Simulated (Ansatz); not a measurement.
**Ligand exchange: C2H9ClSi2 + CH3FO → C2H10OSi2 + CH2ClF**

Gas-phase species: C2H9ClSi2 `[SiH3]CC[SiH2]Cl`, singlet; CH3FO `OCF`, singlet; C2H10OSi2 `O[SiH2]CC[SiH3]`, singlet; CH2ClF (chlorofluoromethane) `FCCl`, singlet. The partners trade Cl for OH: Si–Cl and C–OH bonds give way to Si–OH and C–Cl.

Shapes, held fixed at every level: PBE0-D4/def2-TZVP. Flexible molecules stand in one conformer, not always the lowest. Programs: Ansatz 0.2.0. Electronic energies: no zero-point or thermal term.

(1) Estimate ΔE of this reaction.

Results:

(1) The highest level, CCSD(T)/CBS estimate, gives ΔE = +20.0 kJ/mol; the levels span +19.8 to +26.1. The column of differences is taken from that level and isn't an error. No measured value is set beside it here. The CBS estimate extrapolates MP2 from def2-TZVPP and def2-QZVPP and adds CCSD(T) − MP2 in the triple-zeta set, cores frozen.

```csv
level,kind,ΔE (kJ/mol),less CCSD(T)/CBS estimate
r2SCAN-D4/def2-TZVPP,meta-GGA,+21.3,+1.3
B3LYP-D4/def2-TZVPP,global hybrid,+19.8,-0.2
PBE0-D4/def2-TZVPP,global hybrid,+26.1,+6.1
wB97X-V/def2-TZVPP,range-separated hybrid,+23.8,+3.8
MP2/def2-TZVPP,perturbation theory,+20.6,+0.6
CCSD(T)/def2-TZVPP,coupled cluster or CI,+20.7,+0.7
CCSD/def2-TZVPP,coupled cluster or CI,+21.7,+1.7
CCSD(T)/CBS estimate,coupled cluster or CI,+20.0,0.0
```

The exchange is uphill at every level, with +20.0 kJ/mol from the CCSD(T)/CBS estimate, so silicon's well-known preference for oxygen over chlorine doesn't decide the sign here. The likely reason lies on the carbon side. Fluoromethanol has OH and F on the same carbon, where an oxygen lone pair donates into the C–F σ* orbital, the anomeric effect. Replacing OH by Cl gives up much of this stabilisation, since chlorine is the poorer π-type donor, and the gain from the strong, polar Si–O bond probably doesn't cover the loss.

Perturbative triples and the basis-set extrapolation each lower the coupled-cluster value only slightly, and neither threatens the sign. PBE0 makes the exchange too unfavourable by 6.1 kJ/mol relative to the highest level, while the near-agreement of B3LYP may owe something to cancelling errors. The result shouldn't be carried over to Cl/OH exchange between chlorosilanes and ordinary alcohols; the same reaction with methanol would test the anomeric explanation.
